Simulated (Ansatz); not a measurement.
ZnCu: the change of pressure with volume scale

All results are calculated (Ansatz 0.2.0). Periodic Kohn-Sham DFT of a crystal at fixed atoms, scaled to volume_scale times the given cell; pressure positive in compression, energy less spherical unpolarised free atoms, largest_vzz the field gradient of largest size among the nuclei.

The cell before it is scaled or strained (space group Pm-3m, No. 221):
```
ZnCu
1.0
      2.9450     0.0000     0.0000
      0.0000     2.9450     0.0000
      0.0000     0.0000     2.9450
Zn Cu
1 1
Direct
  0.50000 0.50000 0.50000
  0.00000 0.00000 0.00000
```

Settings of every row: method frozen-core PAW; functional PBEsol; relativity scalar; k mesh 14x14x14; filling fermi-dirac; smearing width 0.05 eV; wave cutoff 420 eV; paw set soft_2.

Atom start moment: 0 on all atoms.

Limits: PAW files made with PBE.

| row | volume scale | V (Å³/atom) | pressure (GPa) |
| --- | --- | --- | --- |
| 1 | 0.94 | 12.005 | 3.496 |
| 2 | 0.96 | 12.26 | 0.404 |
| 3 | 0.98 | 12.516 | -2.33 |
| 4 | 0.99 | 12.643 | -3.574 |
| 5 | 1 | 12.771 | -4.744 |
| 6 | 1.01 | 12.899 | -5.843 |
| 7 | 1.02 | 13.026 | -6.875 |
| 8 | 1.04 | 13.282 | ? |
| 9 | 1.06 | 13.537 | -10.41 |

Question: what pressure should row 8 give?

Worked fit of pressure. Take u = (V_r/V)^(2/3) − 1 with V_r = 12.707 Å³ an atom, which is twice the finite (Eulerian) strain; such expansions in the strain, on which the Birch-Murnaghan equation of state is built, carry the rest volume and the bulk modulus. The shown rows have u = 0.03861, 0.02416, 0.01015, 0.00337, -0.00334, -0.00995, -0.01639, -0.04131. Least squares give pressure = −4.1672 + 174.594 × u + 593.93 × u² + 626 × u³ GPa; a parabola predicts inner rows, each left out in turn, worse (root mean square 0.01 against 0.0042 GPa). The rows lie off it by 0.001, -0.002, 0.003, -0.002, 0.000, 0.003, -0.003, 0.000. The pressure vanishes at u = 0.0222, or V = 12.3 Å³ an atom, and there the bulk modulus at fixed shape and fractions is B = −V dP/dV = (2/3)(1 + u) dP/du = 138 GPa. The withheld row has u = -0.02907, so the fit gives −4.1672 + 174.594 × (-0.02907) + 593.93 × (-0.02907)² + 626 × (-0.02907)³ = -8.756 GPa.

The calculation gave -8.754 GPa. The fit lies 0.002 GPa (0.014 % of the column's range) below it; its largest miss of a shown row is 0.003 GPa.
